**Question: the 4d levels of 3+ ions, Zr to Cd and Lu to Hg**

I have been reading these four-component PBE results for triply charged ions. The 4d columns look smooth within each block and change abruptly between them.

Four-component Dirac-Coulomb PBE calculations with B-spline radial atomic code 1 for 3+ ions of the 4d and 5d series, at the basis-set limit with a Fermi nucleus. The ions are spherical, with fractional occupations averaged over the nl configuration, and no Breit or QED terms are included. Energies are Kohn-Sham eigenvalues; Σ<r²> runs over all electrons.

| species | Z | electrons | configuration | nuclear rms radius (fm) | energy (4d3/2) (hartree) | energy (4d5/2) (hartree) | mean radius (4d3/2) (bohr) | mean radius (4d5/2) (bohr) | ε(4d5/2) − ε(4d3/2) (hartree) | Σ<r²> (bohr²) |
| --- | --- | --- | --- | --- | --- | --- | --- | --- | --- | --- |
| Zr3+ | 40 | 37 | [Kr] 4d1 | 4.269 | -1.0404 | -1.0335 | 1.8289 | 1.8405 | 0.0069 | 24.20 |
| Nb3+ | 41 | 38 | [Kr] 4d2 | 4.324 | -1.1293 | -1.1208 | 1.7064 | 1.7182 | 0.0086 | 25.24 |
| Mo3+ | 42 | 39 | [Kr] 4d3 | 4.409 | -1.2154 | -1.2049 | 1.6017 | 1.6137 | 0.0106 | 25.87 |
| Tc3+ | 43 | 40 | [Kr] 4d4 | 4.411 | -1.2993 | -1.2865 | 1.5110 | 1.5232 | 0.0128 | 26.21 |
| Ru3+ | 44 | 41 | [Kr] 4d5 | 4.481 | -1.3816 | -1.3663 | 1.4315 | 1.4440 | 0.0153 | 26.36 |
| Rh3+ | 45 | 42 | [Kr] 4d6 | 4.495 | -1.4625 | -1.4445 | 1.3610 | 1.3737 | 0.0180 | 26.36 |
| Pd3+ | 46 | 43 | [Kr] 4d7 | 4.532 | -1.5426 | -1.5214 | 1.2979 | 1.3109 | 0.0212 | 26.27 |
| Ag3+ | 47 | 44 | [Kr] 4d8 | 4.545 | -1.6219 | -1.5973 | 1.2410 | 1.2544 | 0.0246 | 26.10 |
| Cd3+ | 48 | 45 | [Kr] 4d9 | 4.609 | -1.7006 | -1.6722 | 1.1894 | 1.2031 | 0.0284 | 25.88 |
| Lu3+ | 71 | 68 | [Xe] 4f14 | 5.370 | -8.2323 | -7.8687 | 0.54105 | 0.55258 | 0.3636 | 31.92 |
| Hf3+ | 72 | 69 | [Xe] 4f14 5d1 | 5.347 | -8.8183 | -8.4251 | 0.52859 | 0.54010 | 0.3932 | 33.68 |
| Ta3+ | 73 | 70 | [Xe] 4f14 5d2 | 5.351 | -9.4373 | -9.0123 | 0.51648 | 0.52794 | 0.4250 | 34.99 |
| W3+ | 74 | 71 | [Xe] 4f14 5d3 | 5.366 | -10.085 | -9.6263 | 0.50474 | 0.51615 | 0.4590 | 35.95 |
| Re3+ | 75 | 72 | [Xe] 4f14 5d4 | 5.370 | -10.760 | -10.264 | 0.49339 | 0.50475 | 0.4953 | 36.62 |
| Os3+ | 76 | 73 | [Xe] 4f14 5d5 | 5.413 | -11.458 | -10.924 | 0.48243 | 0.49374 | 0.5339 | 37.09 |
| Ir3+ | 77 | 74 | [Xe] 4f14 5d6 | 5.403 | -12.180 | -11.605 | 0.47186 | 0.48312 | 0.5750 | 37.38 |
| Pt3+ | 78 | 75 | [Xe] 4f14 5d7 | 5.427 | -12.924 | -12.306 | 0.46168 | 0.47289 | 0.6186 | 37.55 |
| Au3+ | 79 | 76 | [Xe] 4f14 5d8 | 5.437 | -13.690 | -13.025 | 0.45187 | 0.46304 | 0.6649 | 37.61 |
| Hg3+ | 80 | 77 | [Xe] 4f14 5d9 | 5.465 | -14.477 | -13.763 | 0.44242 | 0.45355 | 0.7138 | 37.60 |

1. Which of the two 4d levels lies deeper, which is smaller, and why?
2. What does the jump from Cd3+ to Lu3+ mean? Is this the famous "5d elements are more relativistic" effect?
3. How does the splitting $\varepsilon(4d_{5/2})-\varepsilon(4d_{3/2})$ scale with $Z$? I was taught $Z^4$.
4. If a screened charge fits it, what is that charge?
5. Why does the level fall so much faster per element in the lower block?
6. Why does $\Sigma\langle r^2\rangle$ rise and then turn over while the radii shrink?
7. Which digits can I trust, and what would Breit terms or another nucleus change?

**Answer**

Some notation first. $\varepsilon$ is a Kohn-Sham eigenvalue in hartree, $\langle r\rangle$ the mean radius of the orbital in bohr, $\Delta=\varepsilon(4d_{5/2})-\varepsilon(4d_{3/2})$ the splitting, and $\Sigma\langle r^2\rangle$ the sum of $\langle r^2\rangle$ over all electrons of the ion. Where I need one number for the shell I weight the two levels by $2j+1$, that is $0.4$ for $j=3/2$ and $0.6$ for $j=5/2$.

**1. Which level is deeper and smaller**

$4d_{3/2}$ is both deeper and smaller in every row. For a local central potential $V(r)$, which is what a Kohn-Sham electron moves in, the Dirac equation reduces at leading order in $\alpha^2$ to a Schrödinger equation with a spin-orbit term

$$H_{so}=\frac{\alpha^2}{2}\,\frac{1}{r}\frac{dV}{dr}\;\mathbf{l}\cdot\mathbf{s}.$$

An attractive potential has $dV/dr>0$. For $l=2$ the product $\mathbf{l}\cdot\mathbf{s}$ is $+1$ for $j=5/2$ and $-3/2$ for $j=3/2$, so the term repels the first and attracts the second. It is concentrated near the nucleus, roughly as $1/r^3$, so it also draws the $j=3/2$ orbital inward and pushes the other out.

The splitting is 0.67 % of the mean binding energy in Zr3+ and 5.08 % in Hg3+; the difference of the radii is 0.63 % and 2.48 % of the mean radius. In absolute terms the radii differ by 0.011 to 0.014 bohr throughout, growing along the upper block and shrinking slightly along the lower. The similar figure in both blocks is the product of a larger relative effect and a smaller orbital.

**2. The jump from Cd3+ to Lu3+**

The column keeps its label while the shell changes its role. From Zr3+ to Cd3+, 4d is the open valence shell, with one to nine electrons. From Lu3+ to Hg3+ it is a full $4d^{10}$ shell inside the xenon core, and the two rows are 23 elements apart. The electrons added over that interval complete 4d and then go into 5s, 5p and 4f, mostly outside or alongside the 4d orbital, so they cancel little of the new nuclear charge. A hydrogen-like orbital has $\langle r\rangle=[3n^2-l(l+1)]/2Z$, which is $21/Z$ for 4d, so $Z_r=21/\langle r\rangle$ is a charge read from the size. It goes from 17.5 in Cd3+ to 38.3 in Lu3+, or 0.90 per element. With it the mean energy deepens by a factor of 4.8 and the splitting grows by a factor of 12.8.

The comparison that matters for chemistry is 4d against 5d. The Ir3+ run gives its 5d levels at $-1.387$ and $-1.333$ hartree with radii of 1.52 and 1.56 bohr, the same kind of orbital as 4d in Rh3+, which is also $d^6$. The valence splitting of Ir3+ is 0.053 hartree, 3.0 times that of Rh3+; the 0.5750 in the table, 32 times the Rh3+ value, belongs to a core level. A factor of 3 is far below $(77/45)^4=8.6$ and close to $(77/45)^2=2.9$. That is the scaling of the Landé argument for valence shells: the outer part of the orbital is set by the ionic charge, and only the inner part responds to $Z$. This is one pair of ions, so it illustrates the argument without fixing an exponent.

**3. How the splitting scales**

Much more steeply than $Z^4$. A least-squares line of $\ln\Delta$ against $\ln Z$ has slope 7.7 over the nine upper rows and 5.7 over the ten lower ones. Screening accounts for both values.

The difference of $\mathbf{l}\cdot\mathbf{s}$ between the levels is $5/2$, so

$$\Delta=\frac{5}{4}\alpha^2\left\langle\frac1r\frac{dV}{dr}\right\rangle .$$

Put $V=-Z_s/r$, which makes the operator $Z_s/r^3$, and take the hydrogenic value $\langle r^{-3}\rangle=Z_s^3/[n^3\,l(l+\tfrac12)(l+1)]=Z_s^3/960$. With $Z_s=Z-\sigma$,

$$\Delta=\frac{\alpha^2 (Z-\sigma)^4}{768},\qquad \frac{d\ln\Delta}{d\ln Z}=\frac{4Z}{Z-\sigma}.$$

The fourth power acts on the screened charge, and one more proton is a larger fractional change of $Z-\sigma$ than of $Z$. The apparent exponent therefore exceeds 4 and sinks toward 4 as $Z$ grows.

Least squares in $\ln\Delta$ over all 19 rows gives $\sigma=22.5$ and an rms error of 5.2 % of the tabulated splitting, over a range of a factor of 103. A sharper test is to fit the upper block alone, which gives $\sigma=22.35$, and predict a row outside that fit. For Lu3+, $Z_s=71-22.35=48.65$ and $Z_s^4=5.602\times10^6$; with $\alpha^2=5.325\times10^{-5}$,

$$\Delta=\frac{5.325\times10^{-5}\times5.602\times10^{6}}{768}=0.388\ \text{hartree},$$

which is 6.8 % above the tabulated 0.3636. For Hg3+ the overshoot is 7.3 %. The power law of the upper block, carried to the same two ions, is 65 % and 112 % too high. Within a block the power law, with two free constants, is the closer interpolation (worst errors 3.7 % and 0.1 %, against 5.6 % and 1.1 % with one $\sigma$ per block), but only the screened form connects the blocks.

The misfit is systematic. Inverting the formula row by row, $Z-Z_s$ stays at 22.2 from Zr3+ to Mo3+, climbs to 22.7 at Cd3+, and runs from 23.15 at Lu3+ to 23.36 at Hg3+. Because $\sigma$ creeps up, the fitted exponents lie below the model's 8.1 and 5.8, evaluated at the mean $Z$ of each block. For a neighbour in either block the rule is that one step multiplies $\Delta$ by about $1+4/Z_s$: 16 % at Cd3+ ($Z_s=25.3$), where the step from Ag3+ is $0.0284/0.0246=1.15$, and 7 % at Hg3+, where $0.7138/0.6649=1.07$.

**4. What the fitted charge is**

It is a blend of two quantities and counts no set of electrons. It is certainly different from the charge that sets the size. With $Z_r$ in place of $Z_s$ the formula has no free constant and fails: the tabulated splitting is 5.8 times the model value in Zr3+, 4.3 times in Cd3+ and still more than twice in each row of the lower block. The mean radius is decided by the outer lobe, which sees a heavily screened nucleus. The spin-orbit operator weights the inner lobe, which penetrates the core.

The runs for Tc3+, Lu3+ and Ir3+ also give $\langle r^{-3}\rangle$, and that separates the two factors the model had merged. By Gauss's law $r^2\,dV/dr$ is the nuclear charge less the electrons inside $r$, apart from the exchange-correlation part. Define its average over the inner region as $Z_{in}=\Delta/(\tfrac54\alpha^2\langle r^{-3}\rangle)$, and define $Z_3=(960\langle r^{-3}\rangle)^{1/3}$, the charge a hydrogenic 4d orbital would need to be as compact near the nucleus. Then $Z_s^4=Z_{in}Z_3^3$ identically. For Tc3+, $Z_r=13.8$, $Z_3=17.8$, $Z_s=20.7$ and $Z_{in}=32.5$, out of $Z=43$. The order is the same in Lu3+ and Ir3+, and it is the order penetration predicts: the more a property weights small $r$, the larger its charge.

$Z_{in}/Z$ is 0.76 in Tc3+ and 0.80 for 4d in Lu3+ and Ir3+, so for these three ions the splitting is roughly proportional to $Z\langle r^{-3}\rangle$. The near-constancy is partly accidental, because the relativistic growth of $\langle r^{-3}\rangle$ lowers the ratio in the heavy ions (question 7). The neatest case is inside one ion. In Ir3+ the 4d splitting is 10.8 times the 5d splitting, and the ratio of $\langle r^{-3}\rangle$ is $140.87/13.26=10.6$. Both shells sample the same inner region and nearly the same field, and they differ in how much of the orbital is there.

$Z_{in}$ should not be read to three figures in the heavy ions. In Ir3+ the two 4d levels have $\langle r^{-3}\rangle$ of 158 and 129 bohr$^{-3}$, so the choice of average moves $Z_{in}$ by about a tenth either way, a sign that the leading-order picture with a single radial function is strained.

**5. Why the level falls faster in the lower block**

Each step adds a proton and an electron, and what counts is where the electron goes. In the upper block it joins 4d itself and screens its companions in part. In the lower block it goes to 5d, about three times farther out in Ir3+, and a spherical charge outside an orbital exerts no force on it. A straight-line fit of $Z_r$ against $Z$ has slope 0.76 in the upper block and 0.94 in the lower. Slater's rules give 0.65 for an electron added to the same shell and 1 for one added outside, so they get the contrast right and exaggerate it.

For the energy, hold the orbitals fixed. The proton shifts the level by $-\langle 1/r\rangle$, which is $-0.87$ hartree in Tc3+ and $-2.77$ hartree in Ir3+. The slopes of the mean eigenvalue, taken as half the difference of the two neighbouring rows, are only $-0.082$ and $-0.708$ hartree per element, or 9 % and 26 % of the bare pull. The lower block is thus steeper for two reasons that multiply: the pull is about three times stronger on the compact orbital, and about three times as much of it survives.

The added electron cannot by itself explain why so little survives. Its repulsion on a 4d electron is $\langle 1/r_>\rangle$, with $r_>$ the larger of the two radii, and this cannot exceed $\langle 1/r\rangle$ of 5d, 0.84 in Ir3+. An outer electron raises the inner level through this nearly constant potential even though it does not change its size. The frozen-orbital electrostatic slope is then at least 1.93 hartree per element in magnitude, against 0.708. By elimination, the remaining 1.2 hartree or more comes from relaxation: the other electrons contract around the larger charge and repel 4d more strongly. The contraction itself is visible, since $4f_{5/2}$ shrinks from 0.71 bohr in Lu3+ to 0.53 bohr in Ir3+, right over the 4d shell. My guess, untested, is that these fourteen electrons are the largest contributor, and that the slowing of their collapse is why the step in $Z_r$ rises from 0.89 to 0.97 along the block.

The steps in energy shrink steadily along the upper block, from $-0.088$ to $-0.076$ hartree, although the orbital gets tighter. The argument is that a growing number of 4d electrons contract together, so their mutual repulsion rises faster at the end of the block; the falling step in $Z_r$, 0.82 to 0.72, fits that. In the lower block the steps grow steadily, from $-0.568$ to $-0.758$ hartree, in part because $\langle 1/r\rangle$ of 4d grows.

Nothing happens at $d^5$, and nothing could. The open shell is spherical, with fractional occupations averaged over the configuration, so the exchange stabilisation of a high-spin half-filled shell is absent by construction. The smooth passage through Ru3+ and Os3+ says nothing about Hund's-rule ground levels.

**6. Why $\Sigma\langle r^2\rangle$ turns over**

Each step adds one large orbital's worth of $\langle r^2\rangle$ and shrinks everything already there. The Tc3+ run allows an exact split: 15.37 bohr² from the krypton core and 10.84 from four 4d electrons spread $0.4:0.6$ over the two levels, 26.21 in all, as in the table. Four electrons in $4d_{3/2}$ alone would give $15.37+4\times2.685=26.11$, so the sum agrees with the statistical occupation set in the runs, which checks the bookkeeping and not the physics.

For the rest of the upper block, write the 4d part as $n\,k\langle r\rangle^2$ with $n$ the number of d electrons and $k=\langle r^2\rangle/\langle r\rangle^2=1.176$ taken from Tc3+ and assumed constant. The remainder follows by subtraction and is checked only at Tc3+. The 4d part rises throughout, from 3.96 to 15.18 bohr², and the remainder falls throughout, from 20.24 to 10.70. The gain dies away faster than the loss. Since the d part goes as $n/Z_r^2$, its relative change per step is $1/n-2Z_r'/Z_r$, with $Z_r'$ the step in $Z_r$. Between Ru3+ and Rh3+, $n=5.5$, $Z_r'=0.75$ and $Z_r=15.0$ give $0.182-0.100=0.082$, and on a d part of 12.7 bohr² this is a gain of 1.04. The remainder loses 1.04 in that step, which is the tie at 26.36. From Zr3+ to Nb3+ the gain is 2.94 against a loss of 1.90; from Ag3+ to Cd3+ it is 0.50 against 0.72.

In the lower block the tabulated 4d radii have little to do with the sum. In Ir3+, 4d supplies 2.65 of 37.38 bohr² and 5d supplies 16.61. Everything other than 5d amounts to 20.77, which is 11.15 below the 31.92 of Lu3+, an ion with no 5d electron. The same competition is at work, with total steps that fall from $+1.76$ to about zero.

A maximum inside the block is firm only in the upper one. There the position is fragile, since in the unrounded results Rh3+ exceeds Ru3+ by just 0.005 bohr², but the sum then falls by 0.48 bohr² from Rh3+ to Cd3+. In the lower block the turnover rests on the last step alone, where Au3+ exceeds Hg3+ by 0.017 bohr². Both margins are parts in ten thousand of the sum, and a small change of functional or Hamiltonian could move either peak by one element; PBE's self-interaction error, for one, can affect the size of the outer d orbital. In the lower block such a shift could put the largest value at Hg3+, the end of the block, and leave no maximum inside it. What is firm there is that the rise levels off.

**7. Digits, Breit terms and the nucleus**

As arithmetic, the splitting carries a rounding of 0.00005 hartree, which is 0.72 % in Zr3+ and 0.01 % in the lower block. In Zr3+ that is $\pm0.03$ in $\sigma$ (a quarter of 0.72 % of 17.8), so the flat start of $Z-Z_s$ carries no fine structure, while its later rise is real. The misfit of the single-$\sigma$ model exceeds the rounding in every row except Pd3+. Use the printed splitting and do not subtract printed energies: for Re3+, $10.760-10.264=0.496$ against 0.4953.

As physics, the Hamiltonian limits the digits sooner. The zero-frequency Breit shifts evaluated for the orbitals of these runs, and not included in the table, are positive for both levels and larger for $j=3/2$, so they narrow the splitting. This is the known sign of the spin-other-orbit coupling, which screens the nuclear spin-orbit field further. The change is $-0.0005$ hartree in Tc3+ ($-4.0$ % of $\Delta$), $-0.0084$ in Lu3+ ($-2.3$ %) and $-0.012$ in Ir3+ ($-2.1$ %). For these three ions $\Delta$ has two meaningful figures at best. The self-energy works the other way by 0.2 to 0.3 %, and its own uncertainty of 10 to 30 % does not matter at that size.

The nuclear radius is irregular because it belongs to one isotope per element: it drops from Lu to Hf and from Os to Ir. It is $4.4\times10^{-5}$ of the 4d radius in Zr3+ and $2.3\times10^{-4}$ in Hg3+, and a d orbital vanishes as a power of $r$ at the origin, so theory makes the direct effect negligible. The table agrees as far as it can: the steps of $\Delta$ in the lower block rise from 0.0296 to 0.0489 hartree with no kink at those two places.

The eigenvalues themselves are not ionisation energies. A semilocal functional leaves part of each electron's repulsion on itself, which typically puts compact d levels too high; how far that also alters $\Delta$ through the shape of the orbital is untested here. In the upper block $\Delta$ is best read as $5/2$ of a one-electron spin-orbit constant. From Nb3+ to Ag3+ that is an input to a multiplet calculation and not a spacing of levels of the ion, because electrostatic term splittings act within the open shell. Zr3+, with one d electron, and Cd3+, with one d hole, have a single doublet D term, and there $\Delta$ is a rough estimate of its fine-structure interval, with the order of the two levels inverted in Cd3+. It is not compared with measured intervals here: the missing Breit terms alone make it a few per cent too large, and the error of the functional may be greater.

That leaves the rise of $\sigma$ from 22.2 to 23.4. Higher orders in $Z\alpha$ of the one-electron formula have the wrong sign: the exact Dirac splitting at the same $Z_s$ is 0.3 % larger than the leading term for Zr3+ and 3.4 % larger for Hg3+, which would lower $Z_s$ and raise $\sigma$ further. The three ions with $\langle r^{-3}\rangle$ give $Z-Z_3=25.2$, 25.8 and 25.7 and $Z-Z_{in}=10.5$, 14.2 and 15.7 for Tc3+, Lu3+ and Ir3+, but this should not be read as stronger screening of the field in the heavy ions. These $\langle r^{-3}\rangle$ are four-component values, and as $Z\alpha$ grows they rise faster than the splitting does; the $j=3/2$ value exceeds the $j=5/2$ value by 5 % in Tc3+ and by 22 % in Ir3+. Even a one-electron Dirac ion, with no screening at all, has $Z_{in}<Z$ and $Z_3>Z$ by these definitions. In the heavy ions $Z_{in}$ is therefore understated and $Z_3$ overstated, and the drift of $Z-Z_{in}$ is of the size of the ambiguity found in question 4. The likelier seat of the rise is the shape of the orbital: the electrons added to 4d, and later those of 4f, screen it a little more, so that $Z-Z_3$ grows by more than these figures show. The table cannot prove this; a nonrelativistic run at the same configurations would separate the two factors.
